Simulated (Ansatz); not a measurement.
Ligand exchange: C3H7Br + GeH3I → C3H7I + GeH3Br

Species: C3H7Br (1-bromopropane) `CCCBr`, singlet; GeH3I `[GeH3][I]`, singlet; C3H7I (1-iodopropane) `CCCI`, singlet; GeH3Br `[GeH3][Br]`, singlet. The partners trade Br for I: C–Br and Ge–I bonds give way to C–I and Ge–Br.

Shapes, held fixed at every level: PBE0-D4/def2-TZVP. Flexible molecules stand in one conformer, not always the lowest. Programs: Ansatz 0.2.0. Electronic energies: no zero-point or thermal term.

```tsv
level	kind	ΔE (kJ/mol)	less CCSD(T)/def2-TZVPP	CPU time (sum over the molecules)
r2SCAN-D4/def2-TZVPP	meta-GGA	-4.3	+2.9	42 s
PBE0-D4/def2-TZVPP	global hybrid	-3.1	+4.1	25 s
wB97X-V/def2-TZVPP	range-separated hybrid	-3.8	+3.4	67 s
B2PLYP/def2-TZVPP	double hybrid	-5.2	+2.0	55 s
MP2/def2-TZVPP	perturbation theory	-7.4	-0.2	–
CCSD/def2-TZVPP	coupled cluster or CI	-6.3	+0.9	–
CCSD(T)/def2-TZVPP	coupled cluster or CI	-7.2	0.0	18 min
```

The highest level, CCSD(T)/def2-TZVPP, gives ΔE = -7.2 kJ/mol; the levels span -7.4 to -3.1. The column of differences is taken from that level and isn't an error. No measured value is set beside it here. For atoms past krypton def2 sets carry core potentials with scalar relativity. Relativity is left out for Br, Ge. Outer-core shells of Br, Ge, I are correlated in most correlated rows, in sets that cover them unevenly. Times are processor times on shared x86 and Arm servers, and rough.

Every level favours the exchange that puts bromine on germanium and iodine on carbon, though only mildly: -7.2 kJ/mol with CCSD(T). The direction fits bond polarity. Germanium is less electronegative than carbon, so its halogen bonds have more ionic character, and replacing iodine with the smaller, more electronegative bromine probably brings a larger gain at germanium than at carbon. The effect is small because one carbon–halogen and one germanium–halogen bond stand on each side, so most of the bromine–iodine difference cancels.

The sign is therefore better settled than the size. All four density functionals, the double hybrid included, give a weaker preference than the three wavefunction methods, with PBE0-D4 at less than half the CCSD(T) value. MP2 lies almost on CCSD(T), but CCSD is less exothermic than either, so that agreement owes something to the triples offsetting the difference between MP2 and CCSD. The exchange energy compares halogen preferences only and doesn't give the strength of any single bond.
